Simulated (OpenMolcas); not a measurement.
Predicting a hybrid from its neighbours: GaNH2F2

GaNH2F2: 6 atoms, total charge 0, spin state singlet. SMILES: `[NH2][Ga]([F])[F]`. The shape is that of a PBE0-D4/def2-TZVP optimisation.

The HOMO–LUMO gap y, in eV, basis cc-pVDZ; a is the functional's share of exact exchange. Programs: OpenMolcas 26.06.

```
functional     program     a  y (eV)
    r2SCAN  OpenMolcas     0    5.34
      BLYP  OpenMolcas     0    4.51
     B3LYP  OpenMolcas   0.2    6.49
      PBE0  OpenMolcas  0.25       ?
     BHLYP  OpenMolcas   0.5    9.40
```

Fit y = c + s·a to the known rows and predict PBE0.


1. Means of the 4 rows: a = 0.1750, y = 6.435.
2. Σ(Δa)² = 0.1675, Σ(Δa·Δy) = 1.4935, so the slope is 1.4935/0.1675 = 8.9164.
3. Intercept: 6.435 − (8.9164) × 0.1750 = 4.875. The largest residual of the fit is 0.46.
4. PBE0: 4.875 + (8.9164) × 0.25 = 7.10 eV.

The run gave 7.14 eV, so the prediction is off by -0.04 eV, within the largest residual. Exact exchange lowers occupied levels and raises empty ones. The rows mix families of semi-local functionals, which the line can't see.

The gap widens with the share of exact exchange, and BLYP, B3LYP and BHLYP alone lie almost on a straight line. This is expected when the frontier orbitals change little in character: the HOMO is probably the nitrogen lone pair, the LUMO an empty orbital with large gallium 4s/4p weight. A semi-local potential acts alike on filled and empty levels, whereas the exchange operator stabilises mainly the filled ones, so the gap grows nearly in proportion to its admixture.

r2SCAN breaks the one-variable picture, with 5.34 eV against 4.51 eV for BLYP at the same zero share, probably because its dependence on the kinetic-energy density already makes the potential orbital-dependent. That row lifts the fitted line at the PBE0 position, so the close agreement there owes something to compensation and doesn't establish a general accuracy for the fit. Nor does the slope describe the optical gap, which also contains the electron–hole attraction.
